Why does the Hartree–Fock energy fall when I pull the bond further?

Question

I am looking at energies for BH4⁺ as one hydrogen is pulled away from boron. The HF energy climbs to 3.355 eV at 2.289 Å, then drops to 2.497 eV at 3.235 Å, although the bond is longer still. Is there a barrier to losing the hydrogen? And without the FCI column, how could I have told which of the other columns to distrust?

Stretching one B–H bond of BH4⁺ (spin multiplicity 1), computed with afq 1 (in-house AFQMC program) and Ansatz 0.2.0 in the cc-pVDZ basis, with the B 1s core frozen at the correlated levels. Energies are counted from the start of the scan at 1.2102 Å at the same level, where the HF determinant is restricted (R; U = unrestricted). Released AFQMC drops the phaseless constraint.

```
point distance (Å)  number  determinant  HF, energy from the start of the scan (eV)  MP2, energy from the start of the scan (eV)  CCSD(T), energy from the start of the scan (eV)  phaseless AFQMC, energy from the start of the scan (eV)  released AFQMC, energy from the start of the scan (eV)  FCI, energy from the start of the scan (eV)  PBE, energy from the start of the scan (eV)  PBE0, energy from the start of the scan (eV)
             1.112       1            R                                       0.133                                        0.155                                            0.168                                                    0.175                                                   0.167                                        0.169                                        0.174                                         0.155
             1.320       2            R                                       0.120                                        0.095                                            0.077                                                    0.088                                                   0.075                                        0.076                                        0.068                                         0.092
             1.694       3            R                                       1.353                                        1.237                                            1.127                                                    1.138                                                   1.127                                        1.121                                        1.106                                         1.219
             2.289       4            R                                       3.355                                        3.072                                            2.717                                                    2.757                                                     n/a                                        2.712                                        2.745                                         2.872
             3.235       5            U                                       2.497                                        3.541                                            3.673                                                    3.635                                                     n/a                                        3.628                                        3.386                                         3.551
```

Answer

The table gives no sign of a barrier. FCI, which is exact for the valence electrons in this basis, rises by 0.916 eV over the very step on which HF falls by 0.858 eV. Look at the determinant column: it changes from R (restricted) to U (unrestricted) on that step. You are reading two different HF curves as if they were one, and they fail in opposite directions.

The physical difference is what each determinant does with the two electrons of the breaking bond. A restricted one puts both into the same spatial orbital, so they cannot settle on separate fragments. An unrestricted one gives each spin its own orbital, so one electron can leave with the hydrogen while the other stays behind. Stretched H2 shows the same thing in its simplest form: far apart, the restricted determinant still has both electrons on one atom half of the time, while the unrestricted one describes two neutral atoms. In BH4⁺ the fragments are unlike and one is charged, so that half doesn't carry over, but the restriction is the same.

To turn this into numbers, call Ec the correlation energy, the amount by which HF lies above FCI at a given distance d. All energies in the table are counted from the start of the scan at the same level, so only the change of Ec appears as an error:

HF error at d = Ec(d) − Ec(start)

At 1.112 Å the total energies of the two levels differ by 3.67 eV. The table shows that Ec is 0.169 − 0.133 = 0.036 eV larger at the start, which makes Ec(start) about 3.71 eV.

On the restricted branch Ec grows as the bond is pulled, because the determinant describes the bond less and less well. By 2.289 Å it has reached 4.35 eV, and HF lies 0.64 eV too high. An unrestricted curve that rises with distance would pass below 2.497 eV here, so the restricted solution is very probably not the lowest HF state at this distance.

On the unrestricted branch the error has another origin: there are fewer electrons left to correlate with one another. The ion has six valence electrons, which form 15 pairs, 9 of opposite and 6 of equal spin. If the hydrogen leaves as a neutral atom, its single electron has no partner, and the five electrons on BH3⁺ form 10 pairs, 6 and 4. Each kind has lost exactly a third, so we needn't know how strongly each kind contributes, only assume that its average pair energy stays the same:

Ec(separated) ≈ (10/15) × 3.71 eV ≈ 2.47 eV
HF error ≈ 2.47 − 3.71 ≈ −1.24 eV

The table gives 2.497 − 3.628 = −1.131 eV. Nothing was fitted, and the row at 3.235 Å was not used to make the estimate, which is about 0.1 eV too large in size. This supports the picture without proving it, since pairs need not be equally correlated and the fragments may still interact at this distance. The count has nothing to say about the restricted branch, where no pair has left and the determinant itself is at fault. For H2 the same count would remove the only pair, and with it the whole correlation energy.

MP2 starts from the HF determinant and inherits its trouble. It treats correlation as a small correction, which becomes a poor assumption as a restricted bond is stretched. At the start it misses 0.80 eV of Ec, and at 2.289 Å it misses 1.16 eV; the difference is its error of 0.36 eV in the table.

Its much smaller error at 3.235 Å, −0.087 eV, is no sign of recovery. MP2 captures only 72% of Ec there, the lowest share of the five rows. But Ec itself has shrunk, so the part that MP2 misses, 0.71 eV, happens to be close to what it missed at the start. The good-looking number is a cancellation between two large deficits.

CCSD(T) repairs most of this. It stays within 6 meV of FCI on the restricted rows and is 45 meV too high on the unrestricted one. Spin contamination of the unrestricted determinant, an admixture of higher spin states, is a known source of such errors and a plausible cause here, though nothing in these numbers tests it. The run also carries a program flag on the coupled-cluster state, a reason for caution that needs no FCI.

Phaseless AFQMC has its largest error in a different row: it is 45 meV too high at 2.289 Å and only 7 meV too high at 3.235 Å. If all runs met the error target recorded for the shortest distance, the statistical noise in such an energy difference is at most roughly 11 meV. The first deviation is then probably real and the second is not significant. The method controls its noise with a constraint taken from a trial wave function. A trial built on a poor restricted determinant may well bias the result, but that too is an untested explanation.

PBE carries a different warning. It follows FCI to within 33 meV over the first four rows, then ends 242 meV too low. These are gaps to FCI in a small basis, where the run warns that wave-function levels are far from their limit, so they are not purely errors of the functional. The determinant column does not describe its state, because the functionals find their own orbitals. The run warns that they break spin symmetry on part of the curve, but not where. A likely cause is delocalisation error: in a stretched cation, a functional like PBE gains too much energy by spreading the positive charge over both fragments. PBE0 contains some exact exchange, which counters this, and it ends only 77 meV too low. That fits the explanation but doesn't prove it, and PBE0 is not better throughout: it is 98 and 160 meV too high at 1.694 and 2.289 Å, where PBE is much closer. Either way, good agreement while the bond was still partly intact did not vouch for the separated fragments.

Without FCI, the first thing to check is whether the determinant changes along the curve. If it does, an energy difference across the change mixes two kinds of error, and an apparent barrier in HF should not be believed.

The second check is how far the correlated levels disagree. MP2 and CCSD(T) differ by less than 0.02 eV in the first two rows but by 0.355 eV at 2.289 Å. Such a gap alone doesn't say which of the two is wrong, but phaseless AFQMC lies much closer to CCSD(T), which points to MP2. This is not a fully independent vote, since in the run whose details are recorded the AFQMC trial was built from CCSD amplitudes. CCSD(T) and phaseless AFQMC differ by about 0.04 eV in each of the last two rows, with opposite sign. That tells you that at least one of them is off by more than its usual error, but not which one; here it takes FCI to show that they trade places. The run also warns that the two series may follow different spin states, which could add to such a gap.

One limit applies to the energies themselves. This nearly square, planar ion is not the known ground structure of BH4⁺, which resembles BH2⁺ with an H2 molecule attached. Even the FCI column is therefore a test of methods on a breaking bond, not a prediction of the energy needed to remove hydrogen from the stable ion.
